## Occupation of a resonant level: choosing the energy quadrature

**Model.** Planar GaAs/AlAs double barrier, one spin, one conserved $k_\parallel$, $\hbar=1$, level $\epsilon=E_1+k_\parallel^2/2m^*$. Wide bands give $G^R=(\omega-\epsilon+i\gamma)^{-1}$, $\gamma=\Gamma/2$, $\Gamma=\Gamma_L+\Gamma_R$, $\Sigma^<=i\sum_\alpha\Gamma_\alpha f_\alpha$. The Keldysh equation $G^<=G^R\Sigma^<G^A$ with $A=\Gamma|G^R|^2$ gives
$$n=-i\!\int\!\frac{d\omega}{2\pi}G^<=\int\!\frac{d\omega}{2\pi}A\,\frac{\Gamma_Lf_L+\Gamma_Rf_R}{\Gamma}\;\xrightarrow{T=0}\;\sum_\alpha\frac{\Gamma_\alpha}{\Gamma}\Big[\frac12+\frac{\chi_\alpha}{\pi}\Big],\quad \tan\chi_\alpha=\frac{\mu_\alpha-\epsilon}{\gamma}.$$
The distribution is a double step $1,\ \Gamma_L/\Gamma,\ 0$, with no single $\mu$.

Assumed inputs: $E_1=40$ meV, contact density $10^{18}$ cm$^{-3}$, $\Gamma_L=0.75$, $\Gamma_R=0.25$, $\mu_{L,R}-\epsilon=\pm1$ meV, so $eV=2$ meV. With $m^*=0.067\,m_e$ (compiled, Vurgaftman 2001) the parabolic $E_F$ is 54 meV, above $E_1$, so such $k_\parallel$ exist. The model's exact value is $n=0.67621$.

**Cost.** $N$ counts evaluations of $G^R$. On a $K$-site chain each takes $O(K)$ work and $O(K)$ reusable memory. $\delta$ sums the error magnitudes of the two pieces of each scheme, so cancellation between pieces earns nothing.

**A. Midpoint grid** on $[\epsilon-D,\mu_L]$, step $h$, $\mu_R$ on a cell edge; extra memory $O(1)$. The lost tail is $\Gamma/2\pi D$. Euler–Maclaurin end terms at $\mu_{L,R}$ give $ah^2$, with $\varrho=A/2\pi$ and $a=(1+2\Gamma_L/\Gamma)|\varrho'(\mu_R)|/24=0.0212$ meV$^{-2}$. Aliasing, of order $e^{-\pi\Gamma/h}$, requires $h\lesssim\gamma$. Minimising $N\approx D/h$ at fixed $\delta$ gives $h^2=\delta/3a$ and $N\approx0.060\,\delta^{-3/2}$.

**B. Two contours.** Rotate $-\pi^{-1}\mathrm{Im}\int_{-\infty}^{\mu}G^Rd\omega$ onto $\mu+iy$. The arc, where $G^R\to1/z$, supplies the $1/2$:
$$n_\alpha=\frac12+\frac1\pi\int_0^\infty\!dy\,\mathrm{Re}\,G^R(\mu_\alpha+iy).$$
The map $y=r\frac{1+t}{1-t}$, $r=|\mu_\alpha-\epsilon+i\gamma|$, turns the integral into $\int_{-1}^1\tau\,dt/(1+\tau^2t^2)$, $\tau=\tan(\chi_\alpha/2)$. The integrand is $\mathrm{Im}\,(t-i/\tau)^{-1}$. For $(z-t)^{-1}$ the $N$-point Gauss–Legendre remainder is $2Q_N(z)/P_N(z)$ (Legendre functions), of size $2\pi\rho^{-(2N+1)}$ with $\rho=|z+\sqrt{z^2-1}|>1$. Here $\rho_c=\cot|\chi_\alpha/4|=3.52$, never below 2.41. Each contour needs about $\ln(1/\delta)/(2\ln\rho_c)$ points, bounded at any bias. Nodes take $O(N)$ memory and $O(N^2)$ work once. B needs constant $\Gamma_\alpha/\Gamma$ and an estimate of $r$.

**C. Contour plus window**, valid for any $\Gamma_\alpha(\omega)$ without bound states:
$$n=\int\!\frac{d\omega}{2\pi}Af_R+\int_{\mu_R}^{\mu_L}\!\frac{d\omega}{2\pi}\Gamma_L|G^R|^2 .$$
For a centred level the window has the same integrand with $\tau=eV/\Gamma$, so $\ln\rho_w=\mathrm{arsinh}(\Gamma/eV)$, $\rho_w=1.62$. For $eV\gg\Gamma$, $N_w\approx(eV/2\Gamma)\ln(1/\delta)$, linear in bias. Memory as in B.

| scheme | setting | $N$ | $\delta$ |
|---|---|---|---|
| A | $h=0.5$, $D=3$ meV | 8 | $5.5\times10^{-2}$ |
| A | $h=0.5$, $D=21$ meV | 44 | $9.9\times10^{-3}$ |
| A | $h=0.125$, $D=240$ meV | 1928 | $9.9\times10^{-4}$ |
| B | $N_L+N_R=2+2$ | 4 | $3.4\times10^{-3}$ |
| B | $3+3$ | 6 | $2.8\times10^{-4}$ |
| B | $4+4$ | 8 | $2.3\times10^{-5}$ |
| C | $N_c+N_w=2+6$ | 8 | $6.2\times10^{-3}$ |
| C | $3+8$ | 11 | $7.0\times10^{-4}$ |
| C | $4+10$ | 14 | $8.4\times10^{-5}$ |

**Choice.**
- $\delta\le10^{-2}$: B with 4 points, 11 times cheaper than A; C needs 8.
- $\delta\le10^{-3}$: B with 6; C with 11, still 175 times cheaper than the A row.
- Budget of 8: B $4+4$ is best; if B is barred, C $2+6$.
- Budget of 14 with B barred: C $4+10$.

**Neglected terms.** The band edge removes tail weight of order $\Gamma/2\pi E_1=0.004$, so B $2+2$ already exhausts the wide-band model. Below that level use C with the true $\Gamma_\alpha(\omega)$; the band-edge branch point then slows its contour relative to the table. At 1 K the Fermi broadening shifts $n$ by $-1.3\times10^{-3}$. LO emission is closed, since 293 cm$^{-1}$ (compiled, Han 2011) is 36 meV, far above $eV$. Hartree charging is absorbed in $\epsilon$. Elastic roughness scattering keeps the double step but widens $A$. A typical extra 1 meV doubles the width and lowers $n$ to 0.625, a shift larger than all but the first tabulated $\delta$.